Q: This is a calculated density of states for CdSe. Can I find out which electrons sit where without trusting the orbital labels?

Density of states of CdSe (P6_3mc, 4 atoms per cell), calculated with Ansatz 0.2.0: r2SCAN, plane waves with PAW datasets, scalar-relativistic, no spin polarization, 500 eV cutoff, 7x7x4 k-mesh, unrelaxed cell. Values are tetrahedron-method means over 0.5 eV bins, with projections summed over the atoms of each element; the Fermi level lies at mid-gap.

```tsv
bin centre from the Fermi level (eV)	total (states/eV/cell)	on Cd d (states/eV/cell)	on Se p (states/eV/cell)	on Cd s (states/eV/cell)	on Se s (states/eV/cell)
-9.28	0.00	0.00	0.00	0.00	0.00
-8.78	17.41	16.56	0.81	0.03	0.01
-8.28	20.44	19.88	0.20	0.10	0.22
-7.78	2.13	1.94	0.01	0.01	0.17
-7.28	0.00	0.00	0.00	0.00	0.00
-6.78	0.00	0.00	0.00	0.00	0.00
-6.28	0.00	0.00	0.00	0.00	0.00
-5.78	0.00	0.00	0.00	0.00	0.00
-5.28	0.00	0.00	0.00	0.00	0.00
-4.78	3.10	0.06	2.02	0.95	0.04
-4.28	2.60	0.10	1.68	0.68	0.10
-3.77	1.08	0.06	0.70	0.23	0.06
-3.27	1.68	0.07	1.38	0.14	0.04
-2.77	2.84	0.11	2.47	0.12	0.04
-2.27	3.60	0.15	3.22	0.07	0.02
-1.77	5.51	0.26	4.98	0.04	0.01
-1.27	2.88	0.16	2.62	0.00	0.00
-0.78	0.71	0.04	0.65	0.00	0.00
-0.28	0.00	0.00	0.00	0.00	0.00
0.23	0.00	0.00	0.00	0.00	0.00
0.72	0.00	0.00	0.00	0.00	0.00
1.23	0.03	0.00	0.00	0.02	0.01
1.73	0.12	0.00	0.03	0.07	0.02
2.23	0.35	0.00	0.08	0.20	0.04
2.73	1.43	0.00	0.30	0.71	0.10
3.23	3.08	0.01	0.65	1.36	0.13
3.73	2.40	0.00	0.53	0.95	0.05
4.22	0.60	0.00	0.14	0.22	0.01
4.72	2.89	0.00	0.27	0.33	0.01
5.22	3.44	0.01	0.28	0.33	0.01
5.72	1.51	0.00	0.11	0.14	0.00
```

A: Largely, by counting, if you know roughly how deep each shell lies. Multiply each "total" by the bin width of 0.5 eV and add up the rows of a block. The deep block, from -8.78 to -7.78, holds 20 electrons, which is the full d shell of two Cd atoms. The d shell of two Se atoms would give the same count, but it lies far deeper. The block from -4.78 to -0.78 holds 12, as two Cd atoms bring two s electrons each and two Se atoms four p electrons each. The first empty block, up to the dip at 4.22, has room for 4, which matches the two Cd s orbitals.

Q: So the blocks are simply Cd d, Se p and Cd s?

A: Mainly, but they mix, and one rule explains most of the pattern. When two levels mix, they repel: the lower one moves down and the higher one up. The states that mix most are therefore pushed farthest from their partner. So look for a partner's character at the edge of a block that faces away from it. The rule is safest when the levels of a block start close together and symmetry lets them mix.

Q: That sounds backwards. Does the d block obey it?

A: It does. Se p lies above the d block, and its share of the total falls from about 5% in the lowest d row to 0.5% in the highest. The main Se s band lies below the table, and its share runs the other way, from almost nothing to 8%. The shares are table values; the repulsion behind them is standard theory.

Q: And the upper valence band?

A: Its partner above is the empty Cd s level, so Cd s should collect at the bottom. It makes up nearly 30% of the two lowest rows and less than 1% of the three highest. These low states are the bonding states of Cd s with Se p. Their antibonding counterparts form most of the first empty block, where Cd s outweighs Se p by about two to one. At the very bottom of that block, in the row 1.23, the partner of Cd s is Se s instead. Se s doesn't follow the rule in these two blocks. Its main band lies below both, so it should collect at their tops. Yet its share of the valence band peaks at about 6% in the row -3.77 and vanishes at the top, and in the empty block it falls from about 17% at 1.73 to 2% at 4.22.

Q: Why does Cd s vanish at the valence top instead of just becoming small?

A: Symmetry does that. The valence top lies at the zone centre, where a Cd s orbital has the same phase in every cell. Each Se has one Cd neighbour along the hexagonal axis and three around the axis, which are copies of one Cd atom in different cells. The top is expected to consist of Se p orbitals at right angles to the axis. They have no overlap with the s orbital of the first neighbour, and their overlaps with the other three cancel. A p orbital along the axis can bond even here, if the two Cd atoms in the cell have opposite phases. Away from the zone centre the three copies differ in phase as well, so more p states can bond with Cd s and sink. Others still hardly mix with it and stay higher.

Q: Then what are the dip at -3.77 and the peak at -1.77?

A: The dip roughly separates two kinds of band. Two s–p bonding bands would hold 4 electrons, and 3.4 have been counted by the end of the dip row. The density there stays well above zero, as expected if the bonding bands continue up towards the valence top. The peak fits flatter Se p bands, which bond less with Cd s and crowd many states into a narrow range.

Q: The empty rows around zero span 1.5 eV. Is that the gap?

A: No, the gap in this calculation is 1.18 eV. Energies are counted from mid-gap, so the conduction edge is at 0.59 eV, inside the row 0.72 that prints zero. A steep s band has a light electron and very few states near its edge. For a parabolic band, the number of states up to an energy $\varepsilon$ above the edge is

$$N(\varepsilon)=\frac{V}{3\pi^2}\left(\frac{2m\varepsilon}{\hbar^2}\right)^{3/2}$$

Here $V$ is the cell volume, $4\times28$ Å³, and $m$ is the electron's effective mass, roughly 0.12 free-electron masses as I recall it. With $\hbar^2/2m_e\approx3.8$ eV Å², where $m_e$ is the free-electron mass, the row 1.23 covers $\varepsilon$ from 0.38 to 0.88 eV:

$$\frac{N(0.88)-N(0.38)}{0.5}\approx\frac{0.0175-0.0050}{0.5}=0.025$$

The table has 0.03 states/eV/cell. The size is right, but the close match is partly luck, as the rows on either side show.

Q: And the row that prints zero?

A: There the same formula gives 0.01, about twice the most that could round to zero. In the row 1.73 it errs the other way, with 0.03 against 0.12 in the table. The coarse mesh is a likely cause of the zero, though untested: near the zone centre the band is replaced by straight lines between a few mesh points. They lie above an upward-curving band, so they thin out the states at the edge and make the count grow too steeply after it. But such lines only delay states and can't add any, while by the end of the row 1.73 the table holds about twice as many as the formula. The likely reason is that the real band curves less away from its edge than a parabola does, which adds states higher up. So these rows can't confirm the mass. Take a gap from the band edges, never from a run of zeros.

Q: Would you trust the energies themselves?

A: The order of the blocks, yes; the distances, less. The d block lies about 8 eV below the valence top, while experiment puts it near 10 eV, as a rough recalled value. Semilocal functionals such as this one let an electron partly repel itself, which raises compact d levels. By our rule, d states that are too close push the Se p top up too far and narrow the gap. That is only part of the reason why such functionals usually make gaps too small, so expect the real gap to be wider than 1.18 eV. The counts and shares used here are in the printed output below.

Output of the analysis:

```
Electrons in the rows -8.78 to -7.78: 19.99
Electrons in the rows -4.78 to -0.78: 12
Valence electrons below the table: 40.01
Mean depth of the d block below the valence band top (eV): 7.88
Se p weight in the d block (electrons): 0.51
Cd d weight in the upper valence band (electrons): 0.505
Se p share at -8.78 (percent): 4.652
Se p share at -7.78 (percent): 0.4695
Se s share at -8.78 (percent): 0.05744
Se s share at -7.78 (percent): 7.981
Se p share of the upper valence band (percent): 82.17
Cd s share in the rows -4.78 and -4.28 (percent): 28.6
Cd s share in the rows -1.77 to -0.78 (percent): 0.4396
Electrons from -4.78 through the dip at -3.77: 3.39
States in the rows 1.23 to 4.22: 4.005
Cd s share in the rows 1.23 to 4.22 (percent): 44.07
Se p share in the rows 1.23 to 4.22 (percent): 21.6
Share covered by the listed orbitals in the rows 4.72 to 5.72 (percent): 19.01
Gap from the band edges (eV): 1.18
Width of the empty rows around the Fermi level (eV): 1.5
States in the row -0.78 at the valence top: 0.355
States in the rows 0.72 and 1.23 at the conduction edge: 0.015
Parabolic estimate for the row 0.72 (states/eV/cell): 0.009929
Parabolic estimate for the row 1.23 (states/eV/cell): 0.02502
```
